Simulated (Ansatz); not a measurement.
# As: energy change per atom and pressure as volume scale varies

Plane-wave DFT, scalar-relativistic PAW made under PBE with cores redone for the functional, no dispersion; the given relaxed cell is scaled uniformly, energy at zero smearing counts from the unscaled cell, pressure at the given Fermi-Dirac smearing is positive in compression. The results are calculated, by Ansatz 0.2.0.

The cell before it is scaled or strained (space group Pm-3m, No. 221):
```
cell vectors (Å)
   2.7081     0.0000     0.0000
   0.0000     2.7081     0.0000
   0.0000     0.0000     2.7081
atoms (fractions of the cell vectors)
As  0.00000  0.00000  0.00000
```

Settings of every row: spin polarised no; functional r2SCAN; wave cutoff 500 eV; smearing width 0.1 eV; k mesh 13x13x13.

Atom starting moment: 0 on all atoms.

Limits: the cell comes from a prototype or a list of computed structures and needn't be the stable phase.

| row | volume scale | V (Å³/atom) | energy change per atom (meV) | pressure (GPa) |
| --- | --- | --- | --- | --- |
| 1 | 0.88 | 17.477 | 97.71 | 14.83 |
| 2 | 0.92 | 18.272 | 39.45 | 8.78 |
| 3 | 0.96 | 19.066 | 8.72 | 3.86 |
| 4 | 1.04 | 20.655 | ? | ? |
| 5 | 1.08 | 21.45 | 31.95 | -5.79 |
| 6 | 1.12 | 22.244 | 66.24 | -7.81 |

Question: what energy change per atom and pressure should row 4 give?

Worked fit of energy change per atom. Take u = (V_r/V)^(2/3) − 1 with V_r = 19.066 Å³ an atom, which is twice the finite (Eulerian) strain; such expansions in the strain, on which the Birch-Murnaghan equation of state is built, carry the rest volume and the bulk modulus. The shown rows have u = 0.05973, 0.02876, 0, -0.07554, -0.09767. Least squares give energy change per atom = 8.784 + 697.06 × u + 13197.5 × u² meV; a straight line predicts inner rows, each left out in turn, worse (root mean square 35 against 0.58 meV). The rows lie off it by 0.21, -0.30, -0.06, 0.51, -0.36 (root mean square 0.32 meV). The withheld row has u = -0.05197, so the fit gives 8.784 + 697.06 × (-0.05197) + 13197.5 × (-0.05197)² = 8.20 meV.

The calculation gave 8.91 meV. The fit lies 0.71 meV (8 % of the value, 0.8 % of the column's range) below it; its largest miss of a shown row is 0.51 meV.

Worked fit of pressure. Take u = (V_r/V)^(2/3) − 1 with V_r = 19.066 Å³ an atom, which is twice the finite (Eulerian) strain; such expansions in the strain, on which the Birch-Murnaghan equation of state is built, carry the rest volume and the bulk modulus. The shown rows have u = 0.05973, 0.02876, 0, -0.07554, -0.09767. Least squares give pressure = 3.874 + 159.05 × u + 405.9 × u² GPa; a straight line predicts inner rows, each left out in turn, worse (root mean square 1.1 against 0.04 GPa). The rows lie off it by 0.01, 0.00, -0.01, 0.03, -0.02. The pressure vanishes at u = -0.0261, or V = 19.84 Å³ an atom, and there the bulk modulus at fixed shape and fractions is B = −V dP/dV = (2/3)(1 + u) dP/du = 89.5 GPa. The withheld row has u = -0.05197, so the fit gives 3.874 + 159.05 × (-0.05197) + 405.9 × (-0.05197)² = -3.30 GPa.

The calculation gave -3.26 GPa. The fit lies 0.04 GPa (1.2 % of the value, 0.18 % of the column's range) below it; its largest miss of a shown row is 0.03 GPa.
